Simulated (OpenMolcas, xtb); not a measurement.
# P2H2 (phosphanylidenephosphane): methods side by side

P2H2: 4 atoms, total charge 0, spin state singlet. SMILES: `[H]/P=P/[H]`. Geometry: relaxed at GFN2-xTB.

Each level gives the vertical energy of the triplet above the singlet (eV). The values are calculated.

```json
{"level": "GFN0-xTB", "kind": "semi-empirical", "program": "xtb", "value (eV)": "2.14", "less FCI/STO-3G": "-0.22", "CPU time (all runs)": "under 2 s"}
{"level": "HF/STO-3G", "kind": "Hartree–Fock", "program": "OpenMolcas", "value (eV)": "0.47", "less FCI/STO-3G": "-1.89", "CPU time (all runs)": "2.9 s"}
{"level": "SVWN5/STO-3G", "kind": "LDA", "program": "OpenMolcas", "value (eV)": "2.91", "less FCI/STO-3G": "+0.55", "CPU time (all runs)": "12 s"}
{"level": "PBE/STO-3G", "kind": "GGA", "program": "OpenMolcas", "value (eV)": "2.65", "less FCI/STO-3G": "+0.29", "CPU time (all runs)": "8.5 s"}
{"level": "r2SCAN/STO-3G", "kind": "meta-GGA", "program": "OpenMolcas", "value (eV)": "2.42", "less FCI/STO-3G": "+0.06", "CPU time (all runs)": "9.9 s"}
{"level": "B3LYP/STO-3G", "kind": "global hybrid", "program": "OpenMolcas", "value (eV)": "2.31", "less FCI/STO-3G": "-0.05", "CPU time (all runs)": "9.1 s"}
{"level": "MRCI(2,2)/STO-3G", "kind": "multireference", "program": "OpenMolcas", "value (eV)": "2.33", "less FCI/STO-3G": "-0.03", "CPU time (all runs)": "3 s"}
{"level": "FCI/STO-3G, open shells restricted", "kind": "exact in the basis", "program": "OpenMolcas", "value (eV)": "2.36", "less FCI/STO-3G": "0.00", "CPU time (all runs)": "7.6 s"}
```

FCI/STO-3G, open shells restricted is exact within its basis and frozen core, so for wave-function methods in that basis the difference is their error; functionals converge differently with the basis, so for them it is only a difference. The values span 0.47 to 2.91 eV. The xTB rows lack spin polarisation, so open shells miss the exchange term that lowers them. All rows use very small basis sets, so even the best lies far from the true value. Times are those of the runs behind each value, whatever else they computed, on shared processors of several kinds: orders of magnitude only.

Every level places the singlet below the triplet at this geometry, but Hartree–Fock nearly loses the ordering, with a gap of only 0.47 eV against 2.36 eV from full CI. The reason lies in the weak P=P π bond. Diffuse 3p orbitals overlap poorly side by side, so π and π* lie close together and the singlet gains much from left–right correlation, which a single closed-shell determinant omits. In the triplet, probably of π→π* character, exchange already keeps the two parallel-spin electrons apart, so far less is missing and the gap comes out too small.

MRCI(2,2) recovers almost the whole difference, which suggests that two active orbitals make a sufficient reference; since it also includes excitations out of that reference, the result doesn't separate static from dynamic correlation. The density functionals avoid the Hartree–Fock collapse, probably because their approximate exchange mimics part of the left–right correlation. The vertical gap doesn't measure the π-bond strength or the adiabatic splitting, as the triplet can relax by twisting about the P–P axis.
